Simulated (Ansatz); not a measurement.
## CaO: energy above lowest point against volume scale

Free energy against uniform scaling of the volume at fixed shape and fractions; periodic cell, basis, potentials, k mesh and filling as listed. The results are calculated, by Ansatz 0.2.0.

The cell before it is scaled or strained (space group Fm-3m, No. 225):
```
CaO
1.0
      0.0000     2.4065     2.4065
      2.4065     0.0000     2.4065
      2.4065     2.4065     0.0000
Ca O
1 1
Direct
  0.00000 0.00000 0.00000
  0.50000 0.50000 0.50000
```

Settings of every row: functional PBE; dispersion none; potentials all-electron LAPW; k mesh 7x7x7; k shift 0x0x0; occupations fixed; smearing width 0 eV; spin none; SCF threshold exponent -7.

```csv
row,volume scale,V (Å³/atom),energy above lowest point (meV/atom)
1,0.94,13.1,25.5
2,0.97,13.519,7.7
3,1,13.937,0
4,1.03,14.355,?
5,1.06,14.773,9.4
```

Question: what energy above lowest point should row 4 give?

Worked fit of energy above lowest point. Take u = (V_r/V)^(2/3) − 1 with V_r = 13.728 Å³ an atom, which is twice the finite (Eulerian) strain; such expansions in the strain, on which the Birch-Murnaghan equation of state is built, carry the rest volume and the bulk modulus. The shown rows have u = 0.03171, 0.01028, -0.01002, -0.04773. Least squares give energy above lowest point = 2.68 + 376.2 × u + 10828 × u² meV/atom; a straight line predicts inner rows, each left out in turn, worse (root mean square 11 against 0.0076 meV/atom). All shown rows lie on it to the printed digit. Its lowest point lies at u = -0.0174, or V = 14.09 Å³ an atom, and the curvature there gives the bulk modulus at fixed shape and fractions, B = (4/9)(1 + u)² E″(u)/V = 106 GPa. The withheld row has u = -0.02933, so the fit gives 2.68 + 376.2 × (-0.02933) + 10828 × (-0.02933)² = 1.0 meV/atom.

The calculation gave 1 meV/atom. The fit meets it to the printed digit.
